\section*{Exchange splitting of H$_2$ at 8--15 bohr: limits and scaling}

\subsection*{Scaling}
Take clamped nuclei of charge $Z$, lengths in $a_0/Z$, energies in $Z^2E_h$. The splitting $\Delta=E_T-E_S$ of the lowest triplet and singlet depends only on $R$ and the repulsion strength $\lambda=1/Z$; H$_2$ has $\lambda=1$.

\subsection*{Large $R$}
Put the nuclei at $z=\mp a$, $a=R/2$, and write $\Psi=\chi\,\phi_A(1)\phi_B(2)$, $\phi=e^{-r}/\sqrt\pi$. Green's theorem on $z_1<z_2$, with $(\partial_{z_1}-\partial_{z_2})\Psi\approx-2\Psi$, gives
\begin{equation}
\Delta=4\int_{z_1=z_2=z}\Psi\,P_{12}\Psi\;dz\,d^2\rho_1\,d^2\rho_2 .
\end{equation}
With electronic energy $-1-(2-\lambda)/R$ and $\nabla^2\chi$ dropped, near the axis
\begin{equation}
(\partial_{z_1}-\partial_{z_2})\ln\chi=\frac1{a-z_1}+\frac1{a+z_2}-\frac{\lambda}{r_{12}}-\frac{2-\lambda}{R}.
\end{equation}
For $z>0$ integrate at fixed $z_1+z_2$ from $z_2=a$. There electron 1 sees charge $1-\lambda$ at $B$, so $\chi=[2a\,e^{-(z_1+a)/2a}/(a-z_1)]^{1-\lambda}$. With $y=|z|/a$ and $\rho_{12}\ll a(1-y)$,
\begin{equation}
\chi^2=\frac{16\,e^{\lambda-2+(3\lambda/2-\lambda/2)y}}{(1+y)^2(1-y)^{2-2\lambda}}\left[\frac{\rho_{12}}{4a(1-y)}\right]^{\lambda},
\end{equation}
where the exponent is simply $\lambda(1+y)-2$. The four orbitals give $\pi^{-2}e^{-2R-\beta(\rho_1^2+\rho_2^2)}$, $\beta^{-1}=a(1-y^2)$, so $\rho\sim R^{1/2}$. The transverse integral of $\rho_{12}^\lambda$ with this Gaussian is $\pi^2 2^{\lambda/2}\Gamma(1+\lambda/2)\beta^{-2-\lambda/2}$, hence
\begin{align}
\Delta&=C(\lambda)\,R^{3-\lambda/2}e^{-2R},\\
C&=2^{4-\lambda}\,\Gamma(1+\tfrac\lambda2)\int_0^1 e^{\lambda(1+y)-2}(1-y)^{3\lambda/2}(1+y)^{\lambda/2}dy .
\end{align}
The power is $R$ (tube length) times $R^2$ (two cross-sections) times $R^{-\lambda/2}$ (mutual avoidance). For H$_2$, the problem of Gor'kov and Pitaevskii (1963) and Herring and Flicker (1964),
\begin{equation}
C(1)=4\sqrt\pi\int_0^1e^{y-1}(1-y)^{3/2}(1+y)^{1/2}dy=4\sqrt\pi\,(0.2308)=1.637 .
\end{equation}

\emph{Corrections.} The term $\lambda/\rho_{12}$ omitted from the surface gradient multiplies $\Delta$ by $1+\langle\lambda/2\rho_{12}\rangle$, which is $1+0.65R^{-1/2}$ for H$_2$ (0.23 at 8 bohr, 0.17 at 15). The dropped Laplacian enters at the same order, so this sizes the correction without fixing it. Ionic endpoints, $1-y\sim1/R$, weigh $R^{-1-3\lambda/2}$. Finite proton mass alters the exponent by about $2Rm_e/m_p$, 0.016 at 15 bohr.

\subsection*{Small $R$}
The H$_2$ formula peaks at $R=5/4$ and vanishes as $R^{5/2}$, whereas $\Delta$ tends to a finite united-atom gap. It is meaningless unless $R^{1/2}\ll R$.

\subsection*{Small and large $\lambda$}
For $\lambda\to0$, $C=16e^{-2}[1-(1+\gamma)\lambda/2]$, with $\gamma$ Euler's constant and $16e^{-2}=2.17$. The ionic states then lie only $U\approx5\lambda/8$ higher. Let $\Delta_1=(4/e)Re^{-R}$ be the one-electron $g$--$u$ splitting.
\begin{itemize}
\item $U\ll\Delta_1$: covalent--ionic mixing gives $\Delta\approx\Delta_1-U/2$.
\item $U\gg\Delta_1$: for orthogonal localized orbitals the product density holds $S=R\Delta_1/2$ in the tube and $-S/2$ on each atom, so hopping is $(\Delta_1+SU)/2$, direct exchange subtracts $S^2U$, and
\begin{equation}
\Delta\approx\frac{(\Delta_1+SU)^2}{U}-S^2U=\Delta_1^2\left(\frac{8}{5\lambda}+R\right).
\end{equation}
\end{itemize}
The second term is $C(0)R^3e^{-2R}$; it overtakes superexchange at $\lambda R=8/5$. For formal $\lambda\gg1$, Laplace's method at $y=0$ gives $C\approx8\sqrt{\pi/\lambda}\,e^{-2}(e/2)^\lambda\Gamma(1+\lambda/2)[1-1/(3\sqrt{\pi\lambda})]$, valid while $\lambda^2\ll R^{1/2}$, since the dropped term contains $(\nabla\ln\chi)^2\sim\lambda^2/r_{12}^2$.

\subsection*{Model numbers and crossovers for H$_2$}
Inputs, approximate: $C_6\approx6.5$ and $C_8\approx124$ a.u., atomic hyperfine interval $\approx1420$ MHz (0.047 cm$^{-1}$). The spin--spin coupling $\alpha^2R^{-3}(\mathbf s_1\cdot\mathbf s_2-3s_{1z}s_{2z})$, with $g=2$, leaves the singlet unshifted and splits the triplet by $D=3\alpha^2/2R^3$. Energies in cm$^{-1}$, leading terms only:

\begin{tabular}{cccc}
$R$/bohr & $\Delta$ & $C_6/R^6$ & $D$\\ \hline
8 & 7.3 & 5.4 & 0.034\\
10 & 0.23 & 1.4 & 0.018\\
12 & $6.8\times10^{-3}$ & 0.48 & 0.010\\
15 & $2.9\times10^{-5}$ & 0.13 & 0.0052
\end{tabular}

The slope $d\ln\Delta/dR=-2+5/2R$ runs from $-1.69$ to $-1.83$ per bohr. The triplet's exchange shift above the singlet--triplet mean, $\Delta/2$, balances dispersion at 7.6 bohr with $C_6$ alone. Adding $C_8/R^8$, which is 0.30 of $C_6/R^6$ at 8 bohr, moves this to 7.2 bohr. In this model $\Delta$ falls below the hyperfine interval at 10.9 bohr, beyond which hyperfine coupling mixes singlet and triplet, and below $D$ at 11.7 bohr. A 30\% rise in $C$ moves these two crossings outward by less than 0.2 bohr.